Question

The table gives Dirac-Coulomb Hartree-Fock results for the neutral atoms Sc to Kr. ε is an orbital energy, <1/r> the mean inverse radius of that orbital, E the total energy and V_ne the electron-nucleus energy. Each slope d/dZ comes from raising the nuclear charge Z by 0.1 at fixed electron number and configuration, with all orbitals relaxed. Below, 2p means 2p1/2 and 3d means 3d3/2.

Neutral atoms Sc to Kr, computed with B-spline radial code 1 at the basis-set limit: Dirac-Coulomb Hartree-Fock, averaged over the nl configuration, with a Fermi nucleus (skin thickness 2.3 fm) and no Breit or QED terms. Slopes are forward differences for a nuclear charge raised by 0.1 e at fixed electron number, configuration and nuclear radius.

```
species   Z      configuration  ε(2p1/2) (eV)  ε(3d3/2) (eV)  dε(2p1/2)/dZ (eV)  dε(3d3/2)/dZ (eV)  <1/r>(2p1/2) (1/bohr)  <1/r>(3d3/2) (1/bohr)  dE/dZ (eV)  V_ne/Z (eV)
     Sc  21       [Ar] 3d1 4s2       -430.025       -9.14488             -69.47             -12.94                 4.2430                0.79401     -2360.0      -2352.7
     Ti  22       [Ar] 3d2 4s2       -489.158       -10.8237             -73.03             -13.20                 4.4990                0.89261     -2518.7      -2511.2
      V  23       [Ar] 3d3 4s2       -551.385       -12.3147             -76.78             -13.62                 4.7555                0.98213     -2681.6      -2674.0
     Cr  24       [Ar] 3d5 4s1       -611.616       -8.65415             -77.51             -12.08                 5.0132                0.98804     -2853.3      -2845.3
     Mn  25       [Ar] 3d5 4s2       -685.634       -15.0025             -84.55             -14.57                 5.2708                 1.1480     -3020.1      -3012.1
     Fe  26       [Ar] 3d6 4s2       -757.810       -16.2576             -88.50             -15.06                 5.5297                 1.2272     -3195.7      -3187.5
     Co  27       [Ar] 3d7 4s2       -833.427       -17.4742             -92.50             -15.56                 5.7896                 1.3048     -3375.4      -3367.1
     Ni  28       [Ar] 3d8 4s2       -912.534       -18.6619             -96.53             -16.05                 6.0507                 1.3813     -3559.4      -3550.8
     Cu  29      [Ar] 3d10 4s1       -988.322       -13.2760             -97.95             -14.72                 6.3134                 1.3930     -3753.7      -3744.8
     Zn  30      [Ar] 3d10 4s2       -1081.39       -20.9772             -104.7             -17.04                 6.5765                 1.5319     -3940.1      -3931.2
     Ga  31  [Ar] 3d10 4s2 4p1       -1182.08       -32.0248             -110.8             -18.75                 6.8411                 1.6665     -4127.0      -4117.9
     Ge  32  [Ar] 3d10 4s2 4p2       -1288.05       -44.0485             -117.0             -20.70                 7.1073                 1.7957     -4316.8      -4307.7
     As  33  [Ar] 3d10 4s2 4p3       -1399.37       -57.1417             -123.2             -22.60                 7.3752                 1.9211     -4509.5      -4500.3
     Se  34  [Ar] 3d10 4s2 4p4       -1516.02       -71.3034             -129.3             -24.47                 7.6450                 2.0437     -4705.2      -4695.9
     Br  35  [Ar] 3d10 4s2 4p5       -1638.01       -86.5241             -135.5             -26.30                 7.9167                 2.1642     -4903.9      -4894.4
     Kr  36  [Ar] 3d10 4s2 4p6       -1765.33       -102.795             -141.6             -28.09                 8.1903                 2.2832     -5105.7      -5096.1
```

Three accounts of the level slopes are proposed. (A) The Hellmann-Feynman theorem holds for each level, so dε/dZ = −<1/r>. (B) The other electrons screen a fixed fraction of the added charge, so dε/dZ = −k<1/r>. (C) The bare term −<1/r> is offset by a response that can be counted electron by electron.

(a) Test the theorem on E and on the levels. (b) Derive C and estimate the 2p slope of Fe. (c) Decide between B and C as far as the numbers allow. (d) Account for the change after Zn and for Cr and Cu.

Model answer

(a) E is stationary in the orbitals, so only the explicit Z in the Hamiltonian counts and dE/dZ = V_ne/Z. The two columns differ by 7.3 to 9.6 eV, which is the forward step and no failure of the theorem. Let C = −d(V_ne/Z)/dZ measure the contraction of the whole atom. A step of 0.1 then gives V_ne/Z − 0.05C. The shifted run of Sc yields C = 146.3 eV, and 0.05 × 146.3 = 7.3 eV. Averaging V_ne/Z over both ends reproduces dE/dZ within 0.07 eV in every row.

A level is an eigenvalue of the Fock operator F, which contains the other orbitals. The change of the orbital φ itself drops out, but the change of the others does not:

dε/dZ = <φ|dF/dZ|φ> = −<1/r> + R

The other electrons contract and repel φ more, so the response R opposes the nuclear pull. In every row the slope is a fraction of the bare term, 0.568 (Cr) to 0.635 (Kr) for 2p and 0.388 (Cu) to 0.599 (Sc) for 3d. Account A is refuted.

(b) The helium-like atom with one orbital exponent ζ shows the mechanism. In hartree,

E = ζ² − 2Zζ + 5ζ/8, minimal at ζ = Z − 5/16
ε = ζ²/2 − Zζ + 5ζ/8

With dζ/dZ = 1 and <1/r> = ζ, this gives dE/dZ = −2ζ, the theorem, but dε/dZ = −Z + 5/8 = −ζ + 5/16. The response 5/16 is half the slope of the repulsion 5ζ/8, the half due to the partner's contraction. The analogy has one shell and one rigid orbital shape, so it supplies the rule and not the sizes in a many-shell atom.

The rule extends in two steps. An electron well outside φ sets up the potential <1/r> of its own orbital, which is Z_eff/n² for a hydrogenic shell and grows by 1/n² hartree per proton at fixed screening: 3.02 eV for n = 3 and 1.70 eV for n = 4. A partner in the same shell adds half of dF0/dZ, where F0 is the Coulomb integral; this is 1.17 eV for two hydrogenic 3d orbitals. The uncounted core electrons go into one constant per level, fitted to all sixteen rows, as is k in account B. Exchange and relativity are left out of the counting. These sizes are a bookkeeping rule for the total, not the shares of the real shells. The 3s and 3p electrons overlap the 2p region and are screened more as the outer shells contract, so they probably contribute less than 1/9 hartree each, while the loosely bound 3d and 4s electrons of these neutral atoms probably contribute more than 1/n². The response was not resolved by shell, so this split is untested.

For Fe, a row of the fit, the bare term is 5.5297 × 27.21 = 150.5 eV. Fourteen n = 3 and two n = 4 electrons give (14/9 + 2/16) × 27.21 = 45.7 eV, and the constant is 15.7 eV. Then

dε/dZ = −150.5 + 45.7 + 15.7 = −89.1 eV

against −88.50 eV in the table, a miss of 0.6 eV or 0.7 % of the slope. The closeness owes much to the fitted constant and perhaps to errors of opposite sign among the shells, so it does not confirm the size given to each electron. A crude count of seven n = 2 partners is of the same order as the constant, which is consistent with that origin without proving it.

(c) For 2p the numbers favour C, with an rms misfit of 1.26 eV against 3.49 eV. Account B ties R to a <1/r> that rises by about 7 eV per element throughout, whereas R rises by 3.14 eV per element from Sc to Zn and by 1.17 eV from Zn to Kr. The response follows the shell being filled. Account C still overrates the step after Zn and is 2.4 eV too high at Kr. That step is a net change and need not be the share of one 4p electron: the filled 3d and 4s shells may respond less as they tighten, which would offset part of what each new 4p electron adds.

For 3d the numbers do not decide. B gives 1.39 eV rms and C 1.65 eV, both worst at Sc and far above the rounding. B cannot hold literally, given the spread of the ratio in (a). C undercounts the 3d partners: a free fit of R to the 3d and 4p counts of the 4s2 rows asks for 1.76 eV per 3d electron, though it mixes electron number with Z. A guess is that a weakly bound 3d shell contracts faster than a hydrogenic one. The shifted As run has d<1/r>/dZ = 0.124 per bohr against 1/9, the right sign but too small an excess, in a row where 3d is already tight.

(d) The 3d slope steepens by 0.46 eV per element from Sc to Zn and by 1.84 eV from Zn to Kr. The numbers place most of the change in the bare term, whose step goes from 2.23 to 3.41 eV, while the step of R only eases from 1.78 to 1.57 eV. The standard reason is that a new 4p electron screens 3d far less than a new 3d electron does, so the shell tightens quickly once it is full. For 2p the steepening after Zn comes mainly from R.

Cr and Cu are 4s1 atoms and lie outside the 4s2 sequence. Their 3d levels sit 5.0 and 6.5 eV above the mean of their neighbours. The same runs give F0(3d,3d) = 18.3 eV against F0(3d,4s) = 8.3 eV in Cr, so a 3d electron in place of a 4s one repels the shell more and expands it. The 3d slope of Cr is 2.01 eV weaker than the neighbour mean, and the low <1/r> alone would make it 2.10 eV weaker. The 2p slope is weaker by 3.15 eV with a smooth <1/r>, so R carries it all. Counting allows 3.02 − 1.70 = 1.32 eV for the swap. The whole-atom contraction −d(V_ne/Z)/dZ of part (a) shows an excess of 2.5 eV at Cr against 3.16 eV in R, and 2.2 eV against 2.66 eV at Cu. Rounding leaves each contraction value uncertain by up to about 0.5 eV, so it may carry the whole feature or only most of it. Either way this points to the outer shells, but the numbers do not establish a remainder. Cu behaves alike. Row-by-row values are in the printed analysis that follows.

Remarks on the reasoning

Account A tempts because the theorem works so well for E. What transfers to a level is the derivative of its operator, and that operator depends on the density.

A second slip is to read the slope from successive rows. ε(3d3/2) moves by −1.68 eV from Sc to Ti, while the mean slope of the two rows is −13.07 eV. The step to the next element also adds an electron, and the gap of 11.4 eV roughly measures its relaxed repulsion. The Z+1 picture of a core hole calls for the slope at fixed outer configuration.

The level slopes carry a step bias too, about 0.37 eV for the bare 2p term of As and 0.17 eV for its bare 3d term. This is too small to alter the 2p verdict but not negligible beside the small rms margin between B and C for 3d. Open-shell rows are configuration averages without correlation, so the Cr feature belongs to such an average rather than to the ground term. Cu has a single term, but its neighbour Ni is an average over several. In all rows ε is a frozen-orbital estimate, not a binding energy.

The argument predicts neighbouring cases. Along an isoelectronic series the count is fixed while <1/r> grows with Z, so the ratio of the slope to the bare term should approach 1 and no constant k can hold. In the 4d row each added d electron has n = 4 and should add little more than half as much to the response of a deep level, with breaks wherever a 5s electron passes into 4d.

The analysis program printed:

```
dE/dZ - V_ne/Z: -7.3 to -9.6 eV; with V_ne/Z averaged over both ends, largest gap 0.07 eV
rounding: dE/dZ, V_ne/Z 0.05 eV; level slopes 0.005-0.05 eV; total contraction C 0.5 eV
counting (eV per electron): n=3 outer 3.02, n=4 outer 1.70, 3d-3d partner 1.17; seven n=2 partners, crude 17
eV: atom | 2p <1/r>, response, counting misfit | 3d the same | C=-d(V_ne/Z)/dZ, C - 2p response
Sc |  115.5  46.0  -0.3 |  21.6   8.7  -4.1 | 146.3 100.3
Ti |  122.4  49.4  +0.1 |  24.3  11.1  -2.8 | 149.8 100.4
V  |  129.4  52.6  +0.3 |  26.7  13.1  -2.0 | 153.0 100.3
Cr |  136.4  58.9  +2.2 |  26.9  14.8  -0.9 | 159.3 100.4
Mn |  143.4  58.9  +0.5 |  31.2  16.7  -0.7 | 160.7 101.8
Fe |  150.5  62.0  +0.6 |  33.4  18.3  -0.2 | 164.0 102.0
Co |  157.5  65.0  +0.6 |  35.5  19.9  +0.2 | 167.4 102.4
Ni |  164.6  68.1  +0.7 |  37.6  21.5  +0.6 | 172.1 104.0
Cu |  171.8  73.8  +2.1 |  37.9  23.2  +1.6 | 177.5 103.7
Zn |  179.0  74.3  +0.8 |  41.7  24.6  +1.4 | 178.6 104.4
Ga |  186.2  75.4  +0.2 |  45.3  26.6  +1.6 | 181.6 106.3
Ge |  193.4  76.4  -0.5 |  48.9  28.2  +1.5 | 182.7 106.3
As |  200.7  77.5  -1.1 |  52.3  29.7  +1.3 | 185.1 107.6
Se |  208.0  78.7  -1.6 |  55.6  31.1  +1.1 | 187.0 108.3
Br |  215.4  79.9  -2.1 |  58.9  32.6  +0.8 | 190.2 110.3
Kr |  222.9  81.3  -2.4 |  62.1  34.0  +0.6 | 192.0 110.7
C against sum of N/n^2 (no fit): C larger by 4.9 to 8.6 %
2p1/2 bare: rms misfit 68.3 eV; slope/bare 0.568 (Cr) to 0.635 (Kr)
2p1/2 fixed fraction k=0.603: rms 3.49 eV, worst Kr -7.24
2p1/2 counting, constant 15.7 eV: rms 1.26 eV, worst Kr -2.43
2p1/2 free fit, 4s2 rows: 3.11 eV per 3d, 1.13 per 4p, rms 0.14; 4s1 rows Cr +0.18, Cu -0.43
3d3/2 bare: rms misfit 23.4 eV; slope/bare 0.388 (Cu) to 0.599 (Sc)
3d3/2 fixed fraction k=0.441: rms 1.39 eV, worst Sc -3.41
3d3/2 counting, constant 9.3 eV: rms 1.65 eV, worst Sc -4.06
3d3/2 free fit, 4s2 rows: 1.76 eV per 3d, 1.50 per 4p, rms 0.26; 4s1 rows Cr -1.51, Cu -1.93
Sc-Zn eV per step: 3d <1/r> 2.23, response 1.78, slope -0.46; 2p 7.06, 3.14, -3.91
Zn-Kr eV per step: 3d <1/r> 3.41, response 1.57, slope -1.84; 2p 7.32, 1.17, -6.15
Cr minus neighbour mean (slope, -<1/r>, response): 2p +3.15 -0.00 +3.16; 3d +2.01 +2.10 -0.08 eV
Cr: 3d level +5.00, C +2.5; response minus Mn: 2p +0.03, 3d -1.86 (counting -1.70) eV
Cu minus neighbour mean (slope, -<1/r>, response): 2p +2.67 +0.01 +2.66; 3d +1.83 +1.73 +0.09 eV
Cu: 3d level +6.54, C +2.2; response minus Zn: 2p -0.41, 3d -1.46 (counting -1.70) eV
As d<1/r>/dZ (1/bohr): 2p 0.269 (1/n^2 0.250), 3d 0.124 (0.111); step bias of bare term 0.37, 0.17 eV
next atom: level change, mean slope of the two rows, gap (eV)
Sc-Ti:  2p1/2 -59.13 -71.25 +12.1  3d3/2 -1.68 -13.07 +11.4
Fe-Co:  2p1/2 -75.62 -90.50 +14.9  3d3/2 -1.22 -15.31 +14.1
Co-Ni:  2p1/2 -79.11 -94.52 +15.4  3d3/2 -1.19 -15.80 +14.6
Ga-Ge:  2p1/2 -105.97 -113.90 +7.9  3d3/2 -12.02 -19.73 +7.7
As-Se:  2p1/2 -116.65 -126.25 +9.6  3d3/2 -14.16 -23.54 +9.4
Br-Kr:  2p1/2 -127.32 -138.55 +11.2  3d3/2 -16.27 -27.20 +10.9
```
